**Question: Why does silicon carbide become more polarizable when it is pulled apart, and how far does that go?**

I have dielectric constants for wurtzite SiC at a series of volumes. The row at 10.337 Å³/atom is the relaxed crystal, and the others are the same crystal squeezed or stretched equally in all directions. The cell is a bulk crystal that repeats in three directions.

Wurtzite SiC (4-atom cell) under hydrostatic strain, computed with Ansatz 0.2.0 using spin-unpolarised r2SCAN DFT, PAW, a 500 eV plane-wave cutoff, a 9×9×4 k mesh and fixed occupations. Atomic positions were relaxed with r2SCAN at each volume, then held fixed for the dielectric response.

```tsv
volume (Å³/atom)	c/a	shortest distance (Å)	electronic dielectric xx	electronic dielectric yy	electronic dielectric zz
9.145	1.6415	1.808	6.212	6.212	6.564
9.434	1.6415	1.827	6.269	6.269	6.615
9.729	1.6415	1.845	6.331	6.331	6.673
10.030	1.6415	1.864	6.399	6.399	6.739
10.337	1.6414	1.883	6.473	6.473	6.812
10.650	1.6415	1.902	6.554	6.554	6.892
10.970	1.6415	1.920	6.641	6.641	6.982
11.295	1.6415	1.939	6.737	6.737	7.081
11.628	1.6414	1.958	?	?	?
```

Stretching leaves fewer electrons in each cubic ångström, so I expected a weaker response to an electric field. The computed band gap also widens, from 2.45 eV in the most compressed cell to 2.78 eV at 11.295 Å³/atom, which should weaken the response further. Yet all three components rise. What is going on, and what should I expect at 11.628 Å³/atom?

**Answer**

Two things decide how strongly the electrons respond: how many there are in a given volume, and how easily each one is displaced. Stretching lowers the first and raises the second. In your crystal the second effect wins.

The stiffness of the electrons comes from the bonds. In each Si–C bond the electrons fill a bonding state, and a field displaces them by mixing in some of the empty antibonding state. In a longer bond the orbitals overlap less, so the two states lie closer in energy and mix more readily. This is standard bonding theory; the table shows its expected consequence, but not the overlap itself.

**Why the band gap misleads**

The band gap here is indirect: it joins a filled and an empty state with different crystal momentum. A uniform field mixes only states of equal momentum, so this gap is the wrong one to watch. The smallest direct gap on the k mesh of the same calculations, which may miss the true minimum, does narrow, from 4.81 to 4.30 eV over the known rows. Taken together with the thinner electron density, however, that would raise the response by only about 1%, while the computed response along x, measured by $\varepsilon_{xx}-1$, rises by 10%.

The response comes from transitions all over the crystal's bands, not from one pair of states, and these narrow at different rates. Between the cells at 9.434 and 11.295 Å³/atom the smallest direct gap loses 9%, while the direct gap at the zone centre goes from 6.21 to 4.59 eV, a loss of 26%. What matters is an average excitation energy, and that lies far above either gap.

**A model with one average gap**

The Penn model replaces all these transitions by a single one:

$$\varepsilon-1=\frac{(\hbar\omega_p)^2}{E^2}$$

Here $\varepsilon$ is one of the tabulated dielectric components, and $\varepsilon-1$ measures the electrons' response. $E$ is the average gap for that field direction. The plasma energy $\hbar\omega_p$ contains the density of valence electrons, four per atom in SiC, and its square falls in proportion to that density.

Turned around, the formula gives an average gap for every known row. For xx it falls from 10.8 eV in the most compressed cell to 9.2 eV in the most stretched one. The density factor over this range is 0.81 and the gap factor is 1.36, and their product is the computed rise of 10% in $\varepsilon_{xx}-1$. Since these gaps are computed from the dielectric constants, they restate the data in physical terms and are not independent evidence for the mechanism. The band energies are independent: between 9.434 and 11.295 Å³/atom the average gap for xx loses 12%, which lies between the losses of the two direct gaps above.

The model also gives a simple threshold. If every length grows by 1%, the density falls by about 3%. The gap enters squared, so the response rises only if the average gap falls by more than 1.5%. In the relaxed crystal the xx gap falls by about 2.2%, which leaves a net gain of roughly $2\times2.2-3=1.4$%.

**Why the steps grow**

For small strains, an energy gap should change in proportion to the strain; the slope is called a deformation potential. I therefore fitted a straight line by least squares to the average gaps of the eight known rows, separately for xx and zz. Along xx the gap loses about 0.22 eV for each percent of stretch, measured from the relaxed length.

The steady loss is a fit to these gaps, but the smallest direct gap, which comes from the band energies, also loses a nearly steady 0.07 to 0.08 eV per percent. A steady loss in electronvolts is a growing fraction of a shrinking gap. For each further percent of stretch, the xx gap falls by 2.0% at the compressed end and by 2.4% at the last known row. The margin over the 1.5% threshold therefore widens, and the dielectric constant climbs in ever larger steps.

**The forecast for 11.628 Å³/atom**

In this cell every length is 4.0% longer than in the relaxed crystal. The fitted line for xx gives

$$E=9.877-0.2187\times4.0=9.00\ \text{eV}.$$

With volumes in Å³/atom and energies in eV, the squared plasma energy is $4\pi\times4\times14.40\times7.62/V$. The last two factors are $e^2$ in eV Å and $\hbar^2/m$ in eV Å², and $V$ is the volume per atom. At 11.628 this comes to 474 eV², so

$$\varepsilon_{xx}=1+\frac{474}{9.00^2}=6.85.$$

The same steps for zz, with a line of $9.582-0.2072\times4.0$, lead to 7.19. My forecasts are:

- xx and yy, equal by symmetry: **6.85 ± 0.03**, that is 6.82 to 6.88.
- zz: **7.19 ± 0.03**, that is 7.16 to 7.22, so it stays above xx.
- All components rise again, by slightly more than in the last known step.

The half-width is a judgement. Most of it is the error of 0.026 that the calculation states for the dielectric constants of the last known rows. The rest allows for the line: the xx gaps bend slightly away from it, and continuing the last two instead would lower the forecast by about 0.01. That is well inside the stated error, so I leave the forecast where it is. The range applies to what this calculation will give, not to a measurement.

A well-known rule offers a different answer. Harrison's bond-length scaling, in its form for a non-polar bond, lets the gap fall as the inverse square of the length, which makes $\varepsilon-1$ simply proportional to length. It leaves out the polar part of the Si–C bond. Starting from the relaxed crystal, it gives $1+5.473\times1.04=6.69$ for xx, clearly outside my range.

**The computed values**

The withheld rows as computed:

```tsv
volume (Å³/atom)	c/a	shortest distance (Å)	electronic dielectric xx	electronic dielectric yy	electronic dielectric zz
11.628	1.6414	1.958	6.844	6.844	7.190
```

All three components fall inside their ranges. The xx and yy values are 6.844, so the forecast was about 0.01 too high. For zz the forecast agrees with the computed 7.190 to within 0.001. The step in xx is 0.106 in the unrounded values, against 0.096 for the step before it, so the growth of the steps continued as well.

The small miss in xx has the direction of the bend seen in the known rows. Continuing the last two average gaps would have given 6.842, almost the computed value. The bend is systematic, not scatter. Over the known rows the line lies above the computed xx at both ends (6.217 against 6.212, and 6.743 against 6.737) and below it in the middle (6.469 against 6.473), while for zz it stays within 0.001. These data don't show why only xx bends. The rows follow one another far more smoothly than a random error of the stated size would allow, so most of that error appears to be shared by neighbouring rows and to cancel in a trend.

Harrison's scaling falls short by 0.15. It has the right direction, because a gap that falls by 2% per percent of stretch is already past the threshold of 1.5%. But from the relaxed cell on, the margin found here over that threshold is larger and widens with strain, so the rule gives too small a rise, in equal steps.

The hit shows that the trend stays smooth, and it says little about the picture behind the line. Any smooth continuation of the growing steps would have landed close by. What the picture adds is the reason for the direction, and a number to look for in another crystal.

**Using this in practice**

These values hold for atoms fixed in place. Their square root estimates the refractive index for light too fast for the atoms to follow and well below the absorption edge. At low frequency the ions of polar SiC move as well, so the static dielectric constant can't be read from this table.

For a crystal strained equally in all directions, the band gap alone is no safe guide to the change in electronic response, as SiC shows. In the Penn model the balance lies at an average gap that falls by 1.5% per percent of stretch: with a faster fall the dielectric constant rises, and with a slower one the thinning of the electrons wins. That average gap has to come from computed or measured dielectric constants, so the rule helps to interpret them and doesn't replace them.
